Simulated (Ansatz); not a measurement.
## Strength of the O–C bond: C3H4F4O → C2H4FO + CF3

Species: C3H4F4O `FCCOC(F)(F)F`, singlet; C2H4FO `[O]CCF`, doublet; CF3 (trifluoromethyl radical) `F[C](F)F`, doublet. 

Shapes, held fixed at every level: PBE0-D4/def2-TZVP. Flexible molecules stand in one conformer, not always the lowest. Programs: Ansatz 0.2.0. Electronic energies: no zero-point or thermal term.

(1) Estimate ΔE of this reaction.

## Answers

(1) The highest level, CCSD(T)/CBS estimate, gives ΔE = +459.0 kJ/mol; the levels span +304.0 to +459.0. The column of differences is taken from that level and isn't an error. Hartree–Fock misses the correlation of the pair that is broken and comes out low. No measured value is set beside it here. Open shells run unrestricted unless RO is named. The CBS estimate extrapolates MP2 from def2-TZVPP and def2-QZVPP and adds CCSD(T) − MP2 in the triple-zeta set, cores frozen.

```tsv
level	kind	ΔE (kJ/mol)	less CCSD(T)/CBS estimate
HF/def2-TZVPP	Hartree–Fock	+304.0	-155.0
PBE-D4/def2-TZVPP	GGA	+420.2	-38.8
B3LYP-D4/def2-TZVPP	global hybrid	+414.3	-44.7
wB97M-V/def2-TZVPP	range-separated hybrid	+451.8	-7.2
B2PLYP/def2-TZVPP	double hybrid	+427.1	-31.9
CCSD(T)/def2-TZVPP	coupled cluster or CI	+448.5	-10.5
CCSD(T)/CBS estimate	coupled cluster or CI	+459.0	0.0
```

Breaking the O–CF3 bond costs +459.0 kJ/mol at the highest level, which is strong for a single bond between carbon and oxygen. The likely reason is what fluorine does to the carbon: it leaves it strongly positive, which adds polar attraction to the oxygen, and it provides low-lying C–F σ* orbitals that accept density from the oxygen lone pairs. Both contributions are lost on cleavage, and neither fragment recovers much, since the alkoxy radical keeps its spin largely on oxygen and CF3 is a pyramidal σ-type radical with little delocalisation.

Among the density functionals, only wB97M-V comes close to the coupled-cluster result. B3LYP falls slightly below PBE, so admixing exact exchange does not by itself cure the underbinding. The rise from +448.5 to +459.0 between the two coupled-cluster rows reflects the slow basis-set convergence of electron-pair correlation, which is greater in the intact molecule. Without the corresponding cleavage on the fluoroethyl side of the oxygen, the calculation does not show how much of the strength is due to fluorination.
